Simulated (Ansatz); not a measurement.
## Ge: energy along a strain

Ge, P6_3/mmc, a = 4.003 Å, c = 13.153 Å. This isn't the element's structure at ambient conditions. Ansatz: r2SCAN, PAW, 500 eV, Γ-centred 12×12×4 mesh on 8 atoms, Gaussian smearing 0.03 eV; no spin polarisation. Cell vectors (Å): 4.003 0.000 0.000; -2.002 3.467 0.000; 0.000 0.000 13.153. The cell is strained by x per cent times the pattern (1 -1 0 0 0 0) in the order xx yy zz yz xz xy (engineering shears), with fractional coordinates held. y is the free energy over the start, V0 = 22.820 Å³/atom.

```
x (%) y (meV/atom)
-6.00             ?
-4.50         42.03
-3.00         18.71
 0.00          0.00
 1.50          4.71
 4.50         42.82
 6.00         76.52
```

**Question.** Fit y = c2 x² + c3 x³ to the other rows, get the stiffness along the pattern, and predict the missing energy.

**Answer.** Least squares on the rows shown. y = 2.0961 x² + 0.0047722 x³. The clamped-ion stiffness p·C·p = 2 × 20.96 eV × 160.2 / 22.820 Å³ = 294 GPa. At x = -6.00 the fit asked for gives 74.43 meV/atom. The run gave 74.44 meV/atom, so the fit is 0.01 meV/atom too low, within the rms miss on the fitted rows (0.03 meV/atom). Note that the gap is closed there and open in the run one row down.

The energy is almost purely quadratic in strain, as expected for a covalent sp3 network whose bonds are stretched and bent about their equilibrium geometry. The small cubic term is allowed by symmetry: in a hexagonal crystal, extension along x and extension along y are inequivalent in the basal plane. This shows in the slightly higher cost at 4.50 than at -4.50, 42.82 against 42.03 meV/atom.

Gap closure leaves no visible kink in the energy, probably because the band edges meet in only a small part of the Brillouin zone, while the stiffness comes from the whole filled bonding manifold. The good prediction is therefore no evidence that the electronic character is unchanged, and a semilocal functional may misplace the strain at which the gap closes.

The value of 294 GPa measures basal shear resistance, four times C66, and doesn't separate C11 from C12. Letting the atoms relax within the strained cell could only lower it, since internal displacements would relieve part of the bond distortion.
